Zinc selenide absorbs light once the photon energy exceeds its band gap, so anything that compresses or stretches the crystal also shifts its absorption edge. The table follows this gap while a zincblende crystal is scaled evenly in all directions. Volume is given per atom, and the shortest distance is the Zn–Se bond length, here called d. The band gap is the smallest energy between filled and empty states. The least direct gap is the smallest such energy when both states have the same wave vector.

Kohn–Sham gaps of zincblende ZnSe at fixed atomic positions, computed with Ansatz 0.2.0 using scalar-relativistic DFT with the r2SCAN functional, without spin polarization, in a plane-wave PAW basis. The wave cutoff is 500 eV and the Gaussian smearing width 0.02 eV. Both gaps are taken from the states on an 8×8×8 k mesh.

| volume (Å³/atom) | shortest distance (Å) | band gap (eV) | least direct gap (eV) |
| --- | --- | --- | --- |
| 20.008 | 2.351 | 2.439 | 2.439 |
| 20.690 | 2.377 | 2.285 | 2.285 |
| 21.372 | 2.403 | 2.138 | 2.138 |
| 22.724 | 2.453 | 1.869 | 1.869 |
| 22.736 | 2.453 | 1.867 | 1.867 |
| 22.757 | 2.454 | 1.863 | 1.863 |
| 22.937 | 2.461 | 1.829 | 1.829 |
| 23.418 | 2.478 | 1.741 | 1.741 |
| 23.539 | 2.482 | 1.720 | 1.720 |
| 25.010 | 2.533 | 1.472 | 1.472 |
| 25.961 | 2.564 | 1.325 | 1.325 |
| 26.130 | 2.570 | 1.300 | 1.300 |

**(a) Draw a straight line against volume from the first row to the last. How far from it does the row at 22.736 Å³/atom lie, and is that a break in the trend?**

*Solution.* The row at 22.736 lies a fraction (26.130 − 22.736)/(26.130 − 20.008) = 0.554 of the way back from the largest volume to the smallest. The whole gap difference is 2.439 − 1.300 = 1.139 eV. The straight line therefore gives 1.300 + 0.554 × 1.139 = 1.931 eV.

The computed gap is 1.867 eV, about 0.06 eV lower. That is far more than the rounding, but this row is not alone: all ten rows between the end points lie below the line. A break would set one row, or one stretch of rows, apart from its neighbours. Here the whole curve sags, which means that the chosen line has the wrong shape.

Counting the volume change in percent helps, but not enough. Near the compressed end, between 20.008 and 20.690, each percent of expansion lowers the gap by about 46 meV. Near the stretched end, between 25.010 and 25.961, it lowers it by about 39 meV. The crystal's response weakens as its bonds lengthen, and a good explanation must account for this too.

Two neighbouring rows seem to show a small irregularity. At 22.724 and 22.736 the same bond length is printed, yet the gaps differ by 2 meV. The volumes differ by 0.012 Å³, or 0.05 percent, and at a little over 40 meV per percent that is worth about 2 meV. The bond lengths do differ, but too little to show in three decimals.

**(b) Why does compression widen the gap, and what smooth law should the rows follow? Test the law on the row at 22.736.**

*Solution.* Begin with the states on either side of the gap. In every row both lie at the centre of the Brillouin zone, called Γ, where the wave function repeats without change of phase from one cell to the next. At this point the symmetry of the four surrounding bonds keeps s and p orbitals apart: the contributions of the four neighbours to any s–p mixing cancel. The s orbitals of Zn and Se thus combine only with each other, and so do the p orbitals.

Each family splits into a lower, bonding combination and an upper, antibonding one. The lowest empty state is the antibonding s combination. The highest filled state is the bonding p combination, which sits mostly on selenium. This assignment is the standard one for zincblende semiconductors with a direct gap. The densities of states projected on atomic orbitals, printed by the runs at 22.736 and 23.539, support it: the top of the filled states is about 90% selenium 4p, and the bottom of the empty ones is mainly zinc 4s. Such a projection does not show whether a combination is bonding or antibonding; that part rests on the symmetry argument.

Now shorten the bonds. The orbitals overlap more and couple more strongly, so in each family the bonding and antibonding states move further apart. The empty state above the gap is the upper member of its pair and is pushed up. The filled state below the gap is the lower member of its pair and is pushed down. Both movements widen the gap, and stretching the crystal reverses both. This picture leaves out the filled d shell of zinc, which lies lower in energy and also mixes with the selenium p states at Γ. That mixing pushes the highest filled state up, more strongly in shorter bonds, and so offsets part of the widening.

The calculation does give an energy for each edge, but these cannot be used to divide the effect between the two. The zero of energy inside an infinite crystal shifts when its volume changes, and both edges shift with it. Only their difference, the gap, can be compared from row to row.

The law follows from how the coupling depends on distance. An electron shared between neighbours has a wavelength tied to the bond length, and its kinetic energy varies as one over the wavelength squared. Couplings between neighbouring orbitals therefore scale roughly as 1/d². For two levels separated by Δ and coupled by W, the combined states lie √(Δ²/4 + W²) above and below the average of the two levels.

If W is large compared with Δ/2, this shift is simply proportional to W. If it is not, the square root bends the relation. Because 1/d² changes by just 16 percent over the table, the bend should stay small beside the whole change of the gap. Treating the energies of the atomic orbitals as fixed then leaves roughly a straight line:

gap = A + B/d²

Here A collects the atomic levels and B the strength of the coupling. In zincblende d grows as the cube root of the volume V, so 1/d² is proportional to V^(−2/3). Working with volumes avoids the rounding of the printed bond lengths.

For the test, let the first and last rows fix the line and predict the row at 22.736 from them. The values of V^(−2/3) are 0.13568 for the first row, 0.11356 for the last and 0.12460 for the row to be predicted. Measured on this scale, the row lies a fraction

(0.12460 − 0.11356)/(0.13568 − 0.11356) = 0.499

of the way from the last row to the first. The predicted gap is 1.300 + 0.499 × 1.139 = 1.868 eV, against a computed 1.867 eV. The row played no part in this estimate. The sag of 0.06 eV found in part (a) has shrunk to 1 meV merely by changing the horizontal axis.

The other rows agree as well. A least-squares line in 1/d² through all twelve gives B = 38.6 eV Å² and misses no gap by more than 1.3 meV. A line in the logarithm of the volume, which assumes the same response per percent everywhere, misses by up to 20 meV. No row breaks the pattern, though the rows are a selection: runs that failed or met a known fault of the program were left out.

The small misses that remain form a slow bend, with no single row standing out. If the power of d is fitted as well, it settles at 2.1 and the misses fall below 0.7 meV, close to the half meV lost in rounding the gaps. This agrees with the scaling argument but does not prove it, because the power is fitted together with A and B, and the three can compensate for one another.

The line is in fact straighter than the simple picture promises. The square root alone is expected to bend it by more than the misses seen here, making the gap rise faster in short bonds. The mixing with the zinc d shell should bend it the other way. The close fit is therefore probably owed in part to a cancellation, and A should not be read as a real difference between atomic levels.

The law also explains the weakening response. Since 1/d² varies as V^(−2/3), a small relative change of volume alters the gap by −(2/3)B/d² times that change. At 22.736, where the computed pressure is almost zero, this gives −4.28 eV, or about 43 meV less gap for each percent of expansion. Longer bonds make 1/d² smaller and the response with it.

An engineer can use this figure as a computed estimate for an even change of volume. It is not the full effect of heating, because the atoms are held still in the calculation, and their vibrations shift the gap as well.

**(c) Why is the trend so smooth, and where should a break be expected?**

*Solution.* The trend is smooth because only one thing changes. In this structure symmetry fixes every atom's position within the cell, so scaling the crystal changes the bond length and leaves the bond angles alone. The same two states border the gap from the most compressed row, at about 11 GPa, to the most stretched, at nearly 7 GPa of tension. Passing through zero pressure matters for the total energy, which has its minimum there, but nothing happens to the orbitals at that point.

A break therefore needs a change of identity: either another state becomes the edge, or the atoms adopt another arrangement. The two leave different marks. When one state overtakes another, the gap itself stays continuous but its slope changes suddenly, giving a kink. When the structure changes abruptly, the bonds are rearranged and the gap can jump.

On the compressed side, the likely challenger is an empty state away from Γ, near the zone boundary. There s and p orbitals are allowed to mix, and in zincblende semiconductors such states generally rise more slowly under pressure than the antibonding s state at Γ, or even fall. If compression continues, the state at Γ should eventually climb past them. The two gap columns would reveal it: the band gap would bend away while the least direct gap carried on above it. In the table the two columns agree in every row, so among the wave vectors of the k mesh this has not happened yet. A lower empty state between those wave vectors would go unseen.

Real zinc selenide may not wait for that crossing. At somewhat more than 10 GPa, a rough recalled figure, it changes to the rocksalt structure, in which each atom has six neighbours instead of four. The calculation holds the crystal in the zincblende form and would follow the smooth curve past this point without any sign of trouble. A smooth gap is thus no evidence that the structure is still the stable one.

On the stretched side, a break would come if the falling s state reached the p state and closed the gap, far beyond the last row. A real crystal should tear apart before that. The calculation would probably place the closing of the gap at too small a volume, because its gaps are too small to begin with. Near zero pressure it gives 1.87 eV, while the measured gap is roughly 2.8 eV, again a recalled figure. Functionals of this kind commonly underestimate gaps. Spin–orbit coupling, which is left out, would raise the top of the filled states and narrow the computed gap further.

To judge how far the line can be trusted under compression, one more number is needed: the energy of the lowest empty state away from Γ. Among the wave vectors of the mesh, it lies above the state at Γ in every row. By how much can be read off at moderate volumes, since the runs at 22.736, 22.757 and 23.539 print the levels over the whole mesh. The strongly compressed end is where the margin matters most. How much of it is left at 20.008 Å³/atom, and how fast does it change on the way there?
